Singlet MgH₃⁻ calculated with PySCF 2.14.0 by the methods listed, non-relativistically, with the def2-TZVPD basis and density fitting, all at one fixed PBE0 geometry. Ionisation energies are vertical, taken as differences of total energies. Exact-exchange shares follow from the functionals' definitions, rounded to whole per cent.

## Program and output

```python
# Table: MgH3- (singlet), PySCF, def2-TZVPD, non-relativistic, one geometry: vertical ionisation
# (energy difference), HOMO, LUMO (eV), dipole (D) for LDA to HF. Tested: g = IE + HOMO mixes
# linearly, g(a) = (1-a) g0 + a g(HF); withheld rows predicted; rivals: exact exchange alone decides.
T = {
    'method': ['LDA', 'PBE', 'r2SCAN', 'TPSSh', 'B3LYP', 'PBE0', 'M06', 'HF'],
    'exx': [0, 0, 0, 10, 20, 25, 27, 100],  # %
    'ie': [3.45, 3.39, 3.45, 3.45, 3.57, 3.53, 3.56, 3.12],  # eV
    'homo': [-0.46, -0.4, -0.64, -1.0, -1.35, -1.5, -1.47, -4.31],  # eV
    'lumo': [2.89, 2.98, 3.48, 3.28, 3.27, 3.41, 2.6, 4.46],  # eV
    'dipole': [0.0, 0.0, 0.0, 0.0, 0.0, 0.0, 0.0, 0.0],  # D
}
HELD = [0, 1]  # rows withheld from the fit
import numpy as np
from scipy import constants as C
m = T['method']
a = np.array(T['exx'], float)/100
ie, ho, lu, di = (np.array(T[k], float) for k in ('ie', 'homo', 'lumo', 'dipole'))
g = ie + ho
K = [i for i in range(len(m)) if i not in HELD]
hf, r2 = m.index('HF'), m.index('r2SCAN')
D = [i for i in K if i != hf]
G = [m.index('B3LYP'), m.index('PBE0')]   # GGA hybrids set the centre
M = [r2, m.index('TPSSh')]
par = lambda x, i: (x[i] - a[i]*x[hf])/(1 - a[i])
rms = lambda v: float(np.sqrt(np.mean(np.square(v))))
print("rounding floor: 0.005 eV per entry, 0.01 in g, up to 0.02 in parent g0")
print("known rows: a, g=IE+HOMO, parent g0, parent HOMO, parent LUMO, LUMO-HOMO (eV)")
for i in D:
    print(f" {m[i]:7s}{a[i]:5.2f}{g[i]:6.2f}{par(g,i):6.2f}{par(ho,i):6.2f}{par(lu,i):6.2f}{lu[i]-ho[i]:6.2f}")
print(f" HF: g {g[hf]:.2f} eV (relaxation {-g[hf]:.2f}), LUMO-HOMO {lu[hf]-ho[hf]:.2f} eV")
ie0 = ie[D].mean()
sie = ie[D].std(ddof=1)*np.sqrt(1 + 1/len(D))
print(f"IE functionals: mean {ie0:.2f}, range {np.ptp(ie[D]):.2f}, bar {sie:.2f}; HF-mean {ie[hf]-ie0:+.2f} eV")
print(f"HOMO range: functionals {np.ptp(ho[D]):.2f}, with HF {np.ptp(ho[K]):.2f} eV")
g0 = np.mean([par(g, i) for i in G]); gm = np.mean([par(g, i) for i in M])
sg = rms([par(g, i) - g0 for i in D])
l0 = np.mean([par(lu, i) for i in G]); sl = rms([par(lu, i) - l0 for i in D])
print(f"g0 GGA hybrids {g0:.2f}, r2SCAN/TPSSh {gm:.2f}, difference {g0-gm:.2f}, rms of five {sg:.2f} eV")
print(f"GGA line: dg/da {g[hf]-g0:.2f} eV, g=0 at a={g0/(g0-g[hf]):.2f} (not robust)")
print("g minus GGA line (eV): " + ", ".join(f"{m[i]} {g[i]-(1-a[i])*g0-a[i]*g[hf]:+.2f}" for i in D))
k = C.e/(4*np.pi*C.epsilon_0*1e-10)
print(f"curvature 2*g0 {2*g0:.1f} eV = e^2/R at R {k/(2*g0):.1f} A (order of magnitude only)")
print(f"parent LUMO GGA hybrids {l0:.2f}, rms of five {sl:.2f}; M06 parent off by {par(lu,m.index('M06'))-l0:+.2f} eV")
riv = {'copy r2SCAN': ho[r2]}
for name, S in (('line, all known', K), ('line, no HF', D)):
    p = np.polyfit(a[S], ho[S], 1); r = ho[S] - np.polyval(p, a[S]); w = int(np.argmax(abs(r)))
    riv[name] = p[1]
    print(f"rival HOMO {name}: slope {p[0]:.2f}, a=0 {p[1]:.2f}, rms {rms(r):.2f}, worst {m[S[w]]} {r[w]:+.2f} eV")
assert all(g[i] > 0 for i in D) and g[hf] < 0
assert all(ho[i] < 0 < lu[i] for i in K)
assert min(par(g, i) for i in G) > max(par(g, i) for i in M)
assert np.ptp(ie[D]) < np.ptp(ho[D])
print("withheld rows: predicted +- bar, computed, miss = computed - predicted (eV)")
for i in HELD:
    b = 0.2 if m[i] == 'LDA' else sie   # LDA bar by judgement
    for q, p, s, v in (('IE', ie0, b, ie[i]), ('g', g0, sg, g[i]),
                       ('HOMO', g0-ie0, np.hypot(sg, b), ho[i]), ('LUMO', l0, sl, lu[i])):
        print(f" {m[i]:4s}{q:5s}{p:6.2f} +-{s:.2f}  {v:6.2f}  miss {v-p:+.2f} ({abs(v-p)/s:.1f} bars)")
    print(f" {m[i]} HOMO miss of rivals: " + ", ".join(f"{n} {ho[i]-v:+.2f}" for n, v in riv.items()))
    print(f" {m[i]} minus r2SCAN: IE {ie[i]-ie[r2]:+.2f}, g {g[i]-g[r2]:+.2f}, HOMO {ho[i]-ho[r2]:+.2f}, LUMO {lu[i]-lu[r2]:+.2f}")
    print(f" {m[i]} LUMO-HOMO {lu[i]-ho[i]:.2f} eV, -HOMO/IE {-100*ho[i]/ie[i]:.0f} %, dipole pred 0.00, computed {di[i]:.2f} D")
L, P, P0 = m.index('LDA'), m.index('PBE'), m.index('PBE0')
print(f"LDA-PBE: IE {ie[L]-ie[P]:+.2f}, g {g[L]-g[P]:+.2f}, HOMO {ho[L]-ho[P]:+.2f}, LUMO {lu[L]-lu[P]:+.2f} eV")
for n, x in (('g', g), ('HOMO', ho), ('LUMO', lu), ('IE', ie)):
    print(f"slope d{n}/da: PBE->PBE0 {(x[P0]-x[P])/a[P0]:+.2f}, PBE0->HF {(x[hf]-x[P0])/(1-a[P0]):+.2f} eV")
```

Printed output:

```
rounding floor: 0.005 eV per entry, 0.01 in g, up to 0.02 in parent g0
known rows: a, g=IE+HOMO, parent g0, parent HOMO, parent LUMO, LUMO-HOMO (eV)
 r2SCAN  0.00  2.81  2.81 -0.64  3.48  4.12
 TPSSh   0.10  2.45  2.85 -0.63  3.15  4.28
 B3LYP   0.20  2.22  3.07 -0.61  2.97  4.62
 PBE0    0.25  2.03  3.10 -0.56  3.06  4.91
 M06     0.27  2.09  3.30 -0.42  1.91  4.07
 HF: g -1.19 eV (relaxation 1.19), LUMO-HOMO 8.77 eV
IE functionals: mean 3.51, range 0.12, bar 0.06; HF-mean -0.39 eV
HOMO range: functionals 0.86, with HF 3.67 eV
g0 GGA hybrids 3.09, r2SCAN/TPSSh 2.83, difference 0.26, rms of five 0.19 eV
GGA line: dg/da -4.28 eV, g=0 at a=0.72 (not robust)
g minus GGA line (eV): r2SCAN -0.28, TPSSh -0.21, B3LYP -0.01, PBE0 +0.01, M06 +0.16
curvature 2*g0 6.2 eV = e^2/R at R 2.3 A (order of magnitude only)
parent LUMO GGA hybrids 3.02, rms of five 0.54; M06 parent off by -1.10 eV
rival HOMO line, all known: slope -3.69, a=0 -0.59, rms 0.06, worst M06 +0.12 eV
rival HOMO line, no HF: slope -3.23, a=0 -0.66, rms 0.04, worst M06 +0.06 eV
withheld rows: predicted +- bar, computed, miss = computed - predicted (eV)
 LDA IE     3.51 +-0.20    3.45  miss -0.06 (0.3 bars)
 LDA g      3.09 +-0.19    2.99  miss -0.10 (0.5 bars)
 LDA HOMO  -0.42 +-0.28   -0.46  miss -0.04 (0.1 bars)
 LDA LUMO   3.02 +-0.54    2.89  miss -0.13 (0.2 bars)
 LDA HOMO miss of rivals: copy r2SCAN +0.18, line, all known +0.13, line, no HF +0.20
 LDA minus r2SCAN: IE +0.00, g +0.18, HOMO +0.18, LUMO -0.59
 LDA LUMO-HOMO 3.35 eV, -HOMO/IE 13 %, dipole pred 0.00, computed 0.00 D
 PBE IE     3.51 +-0.06    3.39  miss -0.12 (1.9 bars)
 PBE g      3.09 +-0.19    2.99  miss -0.10 (0.5 bars)
 PBE HOMO  -0.42 +-0.20   -0.40  miss +0.02 (0.1 bars)
 PBE LUMO   3.02 +-0.54    2.98  miss -0.04 (0.1 bars)
 PBE HOMO miss of rivals: copy r2SCAN +0.24, line, all known +0.19, line, no HF +0.26
 PBE minus r2SCAN: IE -0.06, g +0.18, HOMO +0.24, LUMO -0.50
 PBE LUMO-HOMO 3.38 eV, -HOMO/IE 12 %, dipole pred 0.00, computed 0.00 D
LDA-PBE: IE +0.06, g +0.00, HOMO -0.06, LUMO -0.09 eV
slope dg/da: PBE->PBE0 -3.84, PBE0->HF -4.29 eV
slope dHOMO/da: PBE->PBE0 -4.40, PBE0->HF -3.75 eV
slope dLUMO/da: PBE->PBE0 +1.72, PBE0->HF +1.40 eV
slope dIE/da: PBE->PBE0 +0.56, PBE0->HF -0.55 eV
```
